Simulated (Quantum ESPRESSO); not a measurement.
# Work function, top-layer force and surface energy of unrelaxed Ti(0001) films of 2 to 8 layers with PBE and RPBE

The usual rule of thumb says that a metal screens a surface within a layer or two, so that a slab of a few layers already has the surface properties of a thick one. The problem is to test this on Ti(0001) films of 2, 4, 6 and 8 layers. Titanium serves as an adhesion layer and contact metal, where the work function $\Phi$ influences the contact barrier and the surface energy influences whether a film wets its support. Calculated are $\Phi$, from the Fermi level up to the vacuum level, the force on the top atom, and the excess energy of both faces per 1×1 cell. The 8-layer film is the reference for thickness; measured values are not compared here.

## Computational details

Quantum ESPRESSO 7.5 (pw.x), driven by a script. Symmetric 1×1 slabs of Ti(0001) (hcp) at the tabulated measured lattice constant, atoms at bulk places, 7.5 Å of empty space on each side as the script builds them, with open boundaries by the effective screening medium. Mesh 12×12×1 for all thicknesses, Marzari-Vanderbilt smearing of 0.02 Ry, spin-paired, no spin-orbit coupling. PBE, GBRV ultrasoft: cutoffs 40 and 200 Ry; RPBE, GBRV ultrasoft made under PBE: cutoffs 40 and 200 Ry. The excess energy is the slab's energy less the number of layers times the slope of a straight line through the thicker slabs; it is twice the surface energy per cell.

Notes on method and selection:

- Confinement between the two faces quantises the states along the normal, so values can oscillate with thickness.
- The measured lattice constant is no functional's own, which adds to the force.
- Measured work functions of the rebuilt (100) and (110) faces of Au, Pt and Ir, of Ta(111), and of polycrystals are not set beside the runs.
- Runs in which the search for lower states was switched off are not listed.
- Runs that did not converge, have known faults or may not be shown are not listed, and runs on Ansatz's PAW sets soft_1 and soft_2 are kept to separate tables.

Columns:

- layers: number of atomic layers.
- Φ (eV): work function: vacuum level outside the slab less the Fermi level.
- force (eV/Å): force on the top atom along the outward normal; negative pulls it inwards.
- excess energy (meV): excess energy of the slab, both faces, per 1×1 cell.

## The series

| member | layers | Φ (eV), PBE, GBRV ultrasoft | Φ (eV), RPBE, GBRV ultrasoft made under PBE | force (eV/Å), PBE, GBRV ultrasoft | force (eV/Å), RPBE, GBRV ultrasoft made under PBE | excess energy (meV), PBE, GBRV ultrasoft | excess energy (meV), RPBE, GBRV ultrasoft made under PBE |
| --- | --- | --- | --- | --- | --- | --- | --- |
| 2 layers | 2 | 4.463 | 4.361 | −1.037 | −0.883 | 1917 | 1777 |
| 4 layers | 4 | 4.435 | 4.326 | −0.589 | −0.449 | 1963 | 1823 |
| 6 layers | 6 | 4.430 | 4.325 | −0.585 | −0.432 | 1962 | 1822 |
| 8 layers | 8 | 4.429 | 4.327 | −0.591 | −0.436 | 1963 | 1823 |

## Interpretation

Nearly all of the change comes between 2 and 4 layers. With PBE, $\Phi$ falls by 4.463 − 4.435 = 0.028 eV over that step and by only 4.435 − 4.429 = 0.006 eV from 4 to 8 layers. The inward force drops from 1.037 to 0.589 eV/Å and then stays within 0.006 eV/Å. The excess energy rises by 1963 − 1917 = 46 meV and then holds to 1 meV. RPBE gives the same pattern, with the same rise of 46 meV.

Counting neighbours offers a simple reason why the surface energy settles so early. An atom in the bulk has 12 near neighbours and one in a (0001) surface layer has 9. Both atoms of the 2-layer film also have 9, so making its two faces breaks as many near-neighbour bonds per cell as in a thick film. Its excess energy is accordingly only 46 / 1963 = 0.023, or 2.3%, below that of 8 layers. Half the excess energy is the surface energy of one face: 1963 / 2 = 981.5 meV per surface atom with PBE and 1823 / 2 = 911.5 meV with RPBE.

The flatness of the excess energy is partly built in, because the bulk energy per layer is the slope of a line through the thicker slabs. What the flat values show is that the total energy grows linearly with the number of layers to about 1 meV. A slow, steady drift of the surface energy would be absorbed into the slope.

The functional matters more than thickness for $\Phi$. At 8 layers RPBE lies 4.429 − 4.327 = 0.102 eV below PBE, three times the PBE change of 4.463 − 4.429 = 0.034 eV between 2 and 8 layers. The excess energy is 140 meV lower with RPBE in every row, as expected from a functional that binds metals more weakly.

## Members off the line

The 2-layer film stands apart, most clearly in its force, which is 1.037 / 0.591 = 1.75 times the 8-layer value with PBE and 0.883 / 0.436 = 2.03 times with RPBE. An atom that has lost neighbours strengthens its remaining bonds. In the 2-layer film the bonds between the layers have such an atom at both ends; in thicker films the second-layer atom has all 12 neighbours, and only one end is short. If each short end adds the same pull, the ratio should be 2.

RPBE meets this closely. PBE falls below it, as it would if a further inward pull, equal at all thicknesses, were added. The measured lattice constant can supply one, since it stretches the crystal slightly relative to PBE's own lattice, while RPBE favours longer bonds.

The work function of the 2-layer film lies above that of 8 layers by 4.463 − 4.429 = 0.034 eV with PBE and by 4.361 − 4.327 = 0.034 eV with RPBE. Quantised states across so thin a film are a possible cause, but their effect on the Fermi level can have either sign, so the direction of the shift remains unexplained.

## Short exercises

**How many layers are needed for $\Phi$ within 0.01 eV of the 8-layer film?**

With 2 layers the PBE error is 4.463 − 4.429 = 0.034 eV, which is too large. With 4 layers it is 4.435 − 4.429 = 0.006 eV, and with RPBE 4.326 − 4.327 = −0.001 eV. Four layers are enough for unrelaxed films. The force at 4 layers is also close: it differs from the 8-layer value by 0.002 eV/Å with PBE and by 0.013 eV/Å with RPBE.

**Can the RPBE values of a thick film be had from a thick PBE run and two cheap 2-layer runs?**

The shift from PBE to RPBE is taken from the 2-layer film and added to the PBE values at 8 layers.

- Work function: 4.361 − 4.463 = −0.102 eV, and 4.429 − 0.102 = 4.327 eV. The direct RPBE run gives 4.327 eV.
- Force: −0.883 + 1.037 = 0.154 eV/Å, and −0.591 + 0.154 = −0.437 eV/Å. The direct run gives −0.436 eV/Å.
- Excess energy: 1777 − 1917 = −140 meV, and 1963 − 140 = 1823 meV, as in the direct run.

For the work function and the force the answer is yes at 8 layers. The excess energy is different: its 2-layer RPBE value already needs the RPBE bulk energy per layer, which was taken here from the thicker RPBE slabs. The match shows that the shift does not depend on thickness, but two 2-layer runs alone would not supply it.

At 4 and 6 layers the same shift misses $\Phi$ by 0.007 and 0.003 eV, and the force by 0.014 and 0.001 eV/Å. The three thicker RPBE films lie within about 0.001 eV of their own mean $\Phi$, so one direct RPBE run at 4 layers serves at least as well for the work function.

## Conclusions

The rule of thumb holds for these films from 4 layers upwards and fails at 2 layers, badly for the force and mildly for $\Phi$ and the surface energy. Only even numbers of layers were run, so an oscillation between odd and even thicknesses would not show.

The atoms sit at bulk places. The negative force means that the top layer would move inwards on relaxation, which must lower the excess energy; the shift of $\Phi$ is not shown in the table. The runs are also spin-paired. If the thinnest film preferred a magnetic state, its energy would be lower still.

Gradient-corrected functionals tend to give surface energies of metals that are too low, and RPBE goes further in that direction than PBE. Agreement between film thicknesses therefore says that the slab is thick enough, not that the surface energy is close to experiment.
